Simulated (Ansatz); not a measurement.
# Ti: energy above lowest point against volume scale

Results calculated with Ansatz 0.2.0, not measured. Free energy against uniform scaling of the volume at fixed shape and fractions; periodic cell, basis, potentials, k mesh and filling as listed.

The cell before it is scaled or strained (space group P6/mmm, No. 191):
```
Ti
1.0
      4.6153     0.0000     0.0000
     -2.3076     3.9970     0.0000
      0.0000     0.0000     2.8294
Ti
3
Direct
  0.00000 0.00000 0.00000
  0.33333 0.66667 0.50000
  0.66667 0.33333 0.50000
```

Settings of every row: functional PBEsol; dispersion none; potentials PAW; wave cutoff 550 eV; density cutoff 2200 eV; k mesh 7x7x10; k shift 0x0x0; occupations fermi dirac; smearing width 0.1 eV; spin none.

Limits: coarse k mesh, up to 40 meV an atom off.

```
row  volume scale  V (Å³/atom)  energy above lowest point (meV/atom)
  1        0.9406       16.365                                     0
  2        0.9703       16.882                                     ?
  3             1       17.398                                    17
  4        1.0297       17.915                                  40.3
  5        1.0594       18.432                                  71.8
```

Question: what energy above lowest point should row 2 give?

Worked fit of energy above lowest point. Take u = (V_r/V)^(2/3) − 1 with V_r = 17.657 Å³ an atom, which is twice the finite (Eulerian) strain; such expansions in the strain, on which the Birch-Murnaghan equation of state is built, carry the rest volume and the bulk modulus. The shown rows have u = 0.05196, 0.0099, -0.00962, -0.02823. Least squares give energy above lowest point = 27.6 − 1201.2 × u + 12897 × u² meV/atom; a straight line predicts inner rows, each left out in turn, worse (root mean square 13 against 0.09 meV/atom). All shown rows lie on it to the printed digit. Its lowest point lies at u = 0.0466, or V = 16.49 Å³ an atom, and the curvature there gives the bulk modulus at fixed shape and fractions, B = (4/9)(1 + u)² E″(u)/V = 122 GPa. Letting shape and atoms relax would as a rule lower it, by much in layered, chain or molecular crystals. The withheld row has u = 0.03038, so the fit gives 27.6 − 1201.2 × (0.03038) + 12897 × (0.03038)² = 3.0 meV/atom.

The calculation gave 3.1 meV/atom. The fit lies 0.1 meV/atom (3.2 % of the value, 0.14 % of the column's range) below it, one unit of the last digit.
